**Q:** I want to compute how strongly ethene holds an ion or a small polar molecule in the gas phase. How accurate does the energy have to be?

**A:** One conversion is worth remembering. Near room temperature, an error of 1.4 kcal/mol in the binding energy changes a binding constant tenfold. An error just under 0.3 kcal/mol changes it by a factor of about 1.6, which many estimates can bear.

The table measures each level against CCSD(T), the most complete treatment used here. Its values are focal-point estimates of the basis limit: Hartree–Fock and MP2 correlation are extrapolated from two basis sets, and the step from MP2 to CCSD(T) is added from the smaller set alone. Every error quoted below is a difference from that estimate. Negative energies bind, and a negative difference from CCSD(T) means that a level binds too strongly. The binding runs from about 20 kcal/mol for Li⁺ to about 2 for water, so the same error is a small share of the binding for one partner and a large share for another. Its effect on the binding constant is the same factor for both.

Gas-phase interaction energies of C2H4 with each partner (Ansatz 0.2.0, counterpoise-corrected), at the most strongly bound PBE0-D4/def2-TZVP minimum found. HF and frozen-core MP2 correlation are extrapolated to the basis limit from def2-TZVPPD and def2-QZVPPD. CCSD(T) is a focal-point estimate of that limit, not a direct extrapolation: CCSD(T) less MP2 comes from def2-TZVPPD alone and is added to the MP2 limit. The functionals use def2-TZVPPD. Negative energies bind; the correlation part is CCSD(T) less HF.

| partner | pair (SMILES) | CCSD(T) (kcal/mol) | HF (kcal/mol) | correlation part (kcal/mol) | MP2 less CCSD(T) (kcal/mol) | B3LYP-D4 less CCSD(T) (kcal/mol) | wB97M-V less CCSD(T) (kcal/mol) | PBE-D4 less CCSD(T) (kcal/mol) | deformation, CCSD(T) (kcal/mol) |
| --- | --- | --- | --- | --- | --- | --- | --- | --- | --- |
| Li+ | [Li+].C=C | -21.27 | -22.26 | 0.99 | -0.10 | -1.31 | -1.27 | -1.38 | 0.16 |
| F- | [F-].C=C | -11.72 | -9.61 | -2.12 | 0.27 | -0.35 | -0.12 | -1.03 | 1.00 |
| HO- | [OH-].C=C | -10.44 | -8.40 | -2.04 | 0.29 | -0.70 | -0.31 | -1.34 | 0.87 |
| Cl- | [Cl-].C=C | -5.24 | -3.04 | -2.19 | -0.15 | -0.33 | 0.07 | -0.82 | 0.07 |
| FH | F.C=C | -4.51 | -2.62 | -1.89 | -0.28 | -0.48 | -0.48 | -1.11 | 0.05 |
| H2O | O.C=C | -2.44 | -0.60 | -1.83 | -0.20 | -0.13 | -0.13 | -0.60 | -0.03 |

**Q:** What does the simplest level, Hartree–Fock, get right?

**A:** Think of two limits. Beside a small anion, ethene feels a strong electric field; the attraction comes mainly from the charge acting on ethene's charge distribution and polarising it, and Hartree–Fock (the HF column) describes both. Beside water the field is weak, and much of the attraction is dispersion, which comes from the correlated motion of electrons on the two partners. Hartree–Fock leaves that out.

The numbers follow this picture. The correlation part, CCSD(T) less HF, supplies 18% of the binding for F⁻ but 75% for water. These are shares of the net binding: Hartree–Fock also contains the repulsion between the two electron clouds, which cancels part of the attraction. Nor is the correlation part pure dispersion, because correlation also corrects the electrostatics and the polarisation.

**Q:** So correlation matters more for water than for fluoride?

**A:** Its share is larger, but its amount is nearly the same. Apart from Li⁺, every partner gains about 2 kcal/mol from correlation. That suggests a very simple model: take the HF energy and add one constant, fitted to those five rows.

For Cl⁻, HF gives −3.04 kcal/mol. Adding the fitted −2.01 gives −5.05, against −5.24 from the CCSD(T) estimate. Chloride was part of the fit; when each of the five rows is predicted from the other four, the typical miss is still only about 0.2 kcal/mol. A correlation part proportional to the HF binding does far worse, as the output after this text shows.

**Q:** Why should such different contacts gain the same amount?

**A:** My guess is a compensation between dispersion and the corrections to electrostatics and polarisation. F⁻ and Cl⁻ sit at a C–H hydrogen of ethene, whereas hydrogen fluoride and water point a hydrogen at its double bond. I would therefore use the constant as a summary of these five pairs, not as a law.

**Q:** What if I only need the difference between two partners?

**A:** Then a constant error cancels. Among the five partners without Li⁺, the largest error in any such difference is about 0.4 kcal/mol for HF, 0.6 for MP2 and 0.7 for PBE-D4. Hartree–Fock, poor for the absolute binding, is thus quite good for differences within this group, provided that the structures come from a level that includes dispersion, as they do here. The cancellation holds only while the correlation part stays the same.

**Q:** And Li⁺ breaks it?

**A:** Completely. The model would give about −24 kcal/mol, roughly 3 too strong, because here correlation weakens the binding by 1 kcal/mol instead of strengthening it. Li⁺ was left out of the fit for a physical reason: it has only two electrons, both tightly held, so it can offer hardly any dispersion. Its place on the face of the double bond isn't the reason, since hydrogen fluoride and water bind there too.

Theory also suggests why the sign turns. Hartree–Fock tends to exaggerate the negative charge above and below a double bond, which is part of what attracts a cation. Correlation reduces that charge separation, and with Li⁺ there is little dispersion to make up the loss. The total energies don't separate these two effects, so this remains an argument.

**Q:** Could I use a density functional instead?

**A:** For the five partners without Li⁺, yes, if you choose with care. The mean error against the CCSD(T) estimate is about 0.2 kcal/mol for wB97M-V and 0.4 for B3LYP-D4, but 1.0 for PBE-D4. PBE-D4 overbinds every pair in the table, and for hydrogen fluoride and water the excess is a quarter of the binding.

For the pairs without Li⁺, a likely reason is that PBE lets electrons spread too easily from one partner to the other; the exact exchange in the other two functionals curbs this. Differences of about 0.1 kcal/mol shouldn't be used for ranking, since the functionals were run in a finite basis and the reference is a focal-point estimate of the basis limit, with its step from MP2 to CCSD(T) taken from the smaller basis alone.

**Q:** All three functionals agree for Li⁺. Isn't that reassuring?

**A:** It is a warning. They agree to about 0.1 kcal/mol, yet all overbind by about 1.3. They bind Li⁺ even more strongly than HF does, so they don't reproduce the weakening that correlation brings. Agreement among functionals shows here that they share an error, not that they are right.

The cause of that shared error is open. Its exact size also deserves some caution: the reference is a focal-point estimate, and the two electrons of Li⁺ are core-like. They weren't frozen, unlike the carbon cores, but the basis doesn't describe their correlation fully. Much of that deficiency should cancel between the free and the bound ion, but the remainder is untested.

**Q:** Which level copes with both kinds of partner, and what does it cost?

**A:** MP2 stays within 0.3 kcal/mol of the CCSD(T) estimate in every row, Li⁺ included. It binds F⁻ and HO⁻ slightly too weakly and the other partners slightly too strongly. If a factor of about 1.6 in the binding constant is acceptable, MP2 near its basis limit is enough for these pairs. Don't carry that over to stacked aromatic molecules, where MP2 is known to exaggerate dispersion and bind much too strongly.

By formal scaling, a system twice as large costs about 30 times more with MP2 and about 130 times more with CCSD(T). Going to the larger basis would make the triples step, the "(T)", about 11 times more expensive. The reference is therefore a focal-point estimate: it takes Hartree–Fock and MP2 correlation to the basis limit and adds the step to CCSD(T) from the smaller basis alone. The MP2 errors in the table are just that step with its sign reversed, so they are errors in the smaller basis. How far they would change in a larger one is untested, and the verdict on MP2 rests on that change being small. The coupled-cluster run for HO⁻ also gave a warning of large single excitations. But its Hartree–Fock solution is stable and no double excitation is large, so a single configuration still dominates and the warning is no sign that CCSD(T) fails.

**Q:** Can I put the CCSD(T) energy straight into a process model?

**A:** Not yet. Besides being a focal-point estimate, it compares the bound pair with partners already bent into their shapes in the pair. Free partners must first pay the deformation energy. For F⁻ this costs 1.00 kcal/mol and reduces the binding from −11.72 to −10.72, a larger change than any MP2 error here. The slightly negative value for water isn't a real gain: the structures come from PBE0-D4 and needn't be minima for CCSD(T). Their basis also lacks diffuse functions, a known weakness for anions. A real binding constant also needs vibrations, rotations and temperature, so a better electronic level is worth its price only once these are treated with similar care.

Numerical output:

```
Shares and relative errors (positive % error = too strong):
  row  correlation share %  MP2 error %  B3LYP-D4 error %  wB97M-V error %  PBE-D4 error %  CCSD(T) with deformation kcal/mol
  Li+               -4.654       0.4701             6.159            5.971           6.488                             -21.11
   F-                18.09       -2.304             2.986            1.024           8.788                             -10.72
  HO-                19.54       -2.778             6.705            2.969           12.84                              -9.57
  Cl-                41.79        2.863             6.298           -1.336           15.65                              -5.17
   FH                41.91        6.208             10.64            10.64           24.61                              -4.46
  H2O                   75        8.197             5.328            5.328           24.59                              -2.47
fit of corr on 5 rows (hb): constant -2.014 +/- 0.068; rms 0.136, worst H2O -0.184, leave-one-out rms 0.17
  rows outside the fit (model, value, miss): Li+ -2.014, 0.99, -3
fit of corr on 5 rows (hb): coefficient of hf 0.2799 +/- 0.094; rms 1.12, worst H2O 1.66, leave-one-out rms 1.25
  rows outside the fit (model, value, miss): Li+ -6.232, 0.99, -7.22
Mean absolute error without Li+, MP2 (kcal/mol): 0.238
Mean absolute error without Li+, B3LYP-D4 (kcal/mol): 0.398
Mean absolute error without Li+, wB97M-V (kcal/mol): 0.222
Mean absolute error without Li+, PBE-D4 (kcal/mol): 0.98
Largest error in a difference of two partners without Li+, HF (kcal/mol): 0.36
Largest error in a difference of two partners without Li+, MP2 (kcal/mol): 0.57
Largest error in a difference of two partners without Li+, B3LYP-D4 (kcal/mol): 0.57
Largest error in a difference of two partners without Li+, wB97M-V (kcal/mol): 0.55
Largest error in a difference of two partners without Li+, PBE-D4 (kcal/mol): 0.74
Li+ binding, wB97M-V less HF (kcal/mol): -0.28
Li+ binding, PBE-D4 less HF (kcal/mol): -0.39
Factor in a binding constant at 298 K from the largest MP2 error: 1.631
Factor in a binding constant at 298 K from the largest PBE-D4 error: 10.27
Work for the triples in def2-QZVPPD over def2-TZVPPD, fourth power of empty orbitals, mean: 11.49
Work factor for a system twice as large, MP2 (fifth power): 32
Work factor for a system twice as large, CCSD(T) (seventh power): 128
```
